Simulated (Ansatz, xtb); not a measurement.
**CHBP: which of two isomers lies lower**

We compare I, `B1=C[P]1`, a doublet, with II, `B1[C]=P1`, a doublet. Both are isolated molecules in the gas phase, relaxed with PBE0-D3(BJ)/def2-SVP.

Energies in hartree; the thermal terms are from PBE0-D3(BJ)/def2-SVP harmonic frequencies (ideal gas, rigid rotor, one conformer each, 600 K, 1 atm) and include the zero-point energy:

|  | I | II |
| --- | --- | --- |
| E, CCSD(T)/def2-TZVPP | −404.199079 | −404.204745 |
| zero-point energy | 0.018128 | 0.016251 |
| H(600 K) − E | 0.028334 | 0.026830 |
| G(600 K) − E | −0.039142 | −0.041397 |

**Question.** Work out ΔE, ΔE₀, ΔH and ΔG for I → II in kJ/mol (1 Eh = 2625.50 kJ/mol) and the equilibrium ratio [II]/[I].

**Answer.** 1. ΔE = −404.204745 − (−404.199079) = −0.005666 Eh = −14.88 kJ/mol.
2. ΔE₀ = ΔE + ΔZPE = −0.005666 + (−0.001877) Eh = −19.80 kJ/mol.
3. ΔH = ΔE + (−0.001504) Eh = −18.82 kJ/mol.
4. ΔG = ΔE + (−0.002255) Eh = −20.80 kJ/mol, so ΔS = (ΔH − ΔG)/T = +3.3 J/(mol K).
5. kT = 1.9001 mEh, so K = [II]/[I] = exp(−ΔG/kT) = exp(+4.17) ≈ 65.

Structure II is favoured at this temperature. An error of 4 kJ/mol in ΔG would change K by a factor of 2.2. r2SCAN-D4/def2-SVP, PBE0-D3(BJ)/def2-SVP, MP2/def2-TZVPP found them nearly level. Mirror images and further conformers aren't counted.

As drawn, II has 1 C–B, 1 C=P, 1 B–H in place of 1 C=B, 1 C–P, 1 C–H.

Other levels gave ΔE = −34.9 (GFN2-xTB); −27.2 (HF/STO-3G, GFN2-xTB geometries); −1.7 (r2SCAN-D4/def2-SVP, GFN2-xTB geometries); −1.1 (PBE0-D3(BJ)/def2-SVP); −2.6 (HF/def2-TZVPP); −1.0 (MP2/def2-TZVPP) kJ/mol. Open shells are spin-unrestricted. The correlated steps freeze 7 core orbitals. Programs: Ansatz 0.2.0, xtb 6.7.1.

Isomer II is favoured mainly by its electronic energy, with vibration adding to the preference. Moving hydrogen from carbon to boron replaces a stiff C–H stretch with a softer B–H stretch, which helps explain II's lower zero-point energy. Entropy contributes little, as expected for two compact rings with the same atoms.

A C–H bond is normally stronger than a B–H bond, so the electronic preference must come from the rest of the ring. II gives boron a third partner and probably lets its empty p orbital accept π density from the C=P unit, whereas I leaves boron two-coordinate in a strained ring. This suggests that better π bonding outweighs the loss of the C–H bond, though the energies alone don't separate it from strain or radical placement.

Every level listed places II lower, but the size of the gap is much less secure than its sign, possibly because correlation beyond MP2 matters for these radicals. The thermal terms would still favour II if the electronic gap nearly vanished. Whether the isomers can interconvert depends on a barrier that isn't computed here.
